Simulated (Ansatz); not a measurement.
## A ladder of methods for C2H6In (SMILES C[In]C)

The species is C2H6In (9 atoms), meant as a doublet with charge 0. SMILES: `C[In]C`. Geometry: optimised at wB97X-V/def2-SVP.

Quantity: the adiabatic ionisation energy (to the singlet cation, shapes relaxed at wB97X-V/def2-SVP, no zero-point term), in eV. The values are calculated.

```csv
level,kind,program,value (eV),CPU time (all runs)
UHF/def2-TZVP (core potential),Hartree–Fock,Ansatz,5.35,3.7 s
UBLYP/def2-TZVP (core potential),GGA,Ansatz,5.69,6.2 s
UPBE/def2-TZVP (core potential),GGA,Ansatz,5.71,5.8 s
UB3LYP/def2-TZVP (core potential),global hybrid,Ansatz,5.84,8.2 s
U-wB97M-V/def2-TZVP (core potential),range-separated hybrid,Ansatz,5.74,23 s
UCAM-B3LYP/def2-TZVP (core potential),range-separated hybrid,Ansatz,5.83,8.3 s
UB2PLYP/def2-TZVP (core potential),double hybrid,Ansatz,5.71,12 s
UMP2/def2-TZVP (core potential),perturbation theory,Ansatz,5.59,7 s
```

Spin-orbit coupling, which can split open shells on such heavy atoms by tenths of an eV, is left out. The values span 5.35 to 5.84 eV. In the correlated wave-function rows the outer d shell of In is correlated, in sets not made for it. Times are those of the runs behind each value, whatever else they computed, on shared processors of several kinds: orders of magnitude only.

Removing an electron from dimethylindium costs least in Hartree–Fock, at 5.35 eV, and more in every correlated or density-functional treatment. The electron probably leaves a singly occupied In 5s/5p hybrid that points away from the two In–C bonds. This turns formal In(II) into closed-shell In(III), isoelectronic with dimethylcadmium, for which a linear C–In–C skeleton is expected. The neutral has one more valence electron to correlate with the bonding pairs and the In 4d shell, so neglecting correlation destabilises it relative to the cation and makes ionisation too easy. MP2 raises the value to 5.59 eV, consistent with this picture.

The functionals lie closer together, from 5.69 to 5.84 eV, but don't follow the share of exact exchange: B3LYP lies above both BLYP and Hartree–Fock. The results therefore support an ionisation energy in the upper fives of eV more firmly than any ranking of the functionals. Without vertical values, the part played by opening of the C–In–C angle can't be separated from the electronic cost.
